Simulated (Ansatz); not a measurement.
# A series in volume per atom on NbRh

All results are calculated (Ansatz 0.2.0). Periodic Kohn-Sham DFT of a crystal at fixed atoms; pressure and stress are positive in compression; the energy is the free energy less that of spherical unpolarised free atoms; site moments are those in the method's own spheres, positive along +z.

Cell of the first row (space group P4/mmm, No. 123):
```
CELL_PARAMETERS angstrom
2.78400 0.00000 0.00000
0.00000 2.78400 0.00000
0.00000 0.00000 3.73120
ATOMIC_POSITIONS crystal
Nb 0.00000 0.00000 0.00000
Rh 0.50000 0.50000 0.50000
```

Settings of every row: method all-electron PAW; functional PBEsol; relativity scalar; k mesh 14x14x11; filling fermi-dirac; smearing width 0.05 eV; nucleus gaussian.

Atom start moment: 0 on all atoms.

```
row  volume per atom (Å³)  pressure (GPa)
  1                 14.46               ?
  2                14.767          10.042
  3                15.075           4.385
  4                15.229           1.779
  5                15.383          -0.692
  6                15.536          -3.033
  7                 15.69           -5.25
  8                15.998          -9.339
  9                16.306         -13.003
```

Question: what pressure should row 1 give?

Worked fit of pressure. Take u = (V_r/V)^(2/3) − 1 with V_r = 15.459 Å³ an atom, which is twice the finite (Eulerian) strain; such expansions in the strain, on which the Birch-Murnaghan equation of state is built, carry the rest volume and the bulk modulus. The shown rows have u = 0.031, 0.01691, 0.01004, 0.00329, -0.00331, -0.00984, -0.02259, -0.03494. Least squares give pressure = −1.8696 + 353.336 × u + 994.99 × u² GPa; a straight line predicts inner rows, each left out in turn, worse (root mean square 0.32 against 0.005 GPa). The rows lie off it by 0.002, -0.005, 0.001, 0.004, -0.005, 0.000, 0.005, -0.003 (root mean square 0.0036 GPa). The pressure vanishes at u = 0.0052, or V = 15.34 Å³ an atom, and there the bulk modulus at fixed shape and fractions is B = −V dP/dV = (2/3)(1 + u) dP/du = 244 GPa. Letting shape and atoms relax would as a rule lower it, by much in layered, chain or molecular crystals. The withheld row has u = 0.04554, so the fit gives −1.8696 + 353.336 × (0.04554) + 994.99 × (0.04554)² = 16.285 GPa.

The calculation gave 16.344 GPa. The fit lies 0.059 GPa (0.2 % of the column's range) below it; its largest miss of a shown row is 0.005 GPa. This row lies beyond the range of the fit.
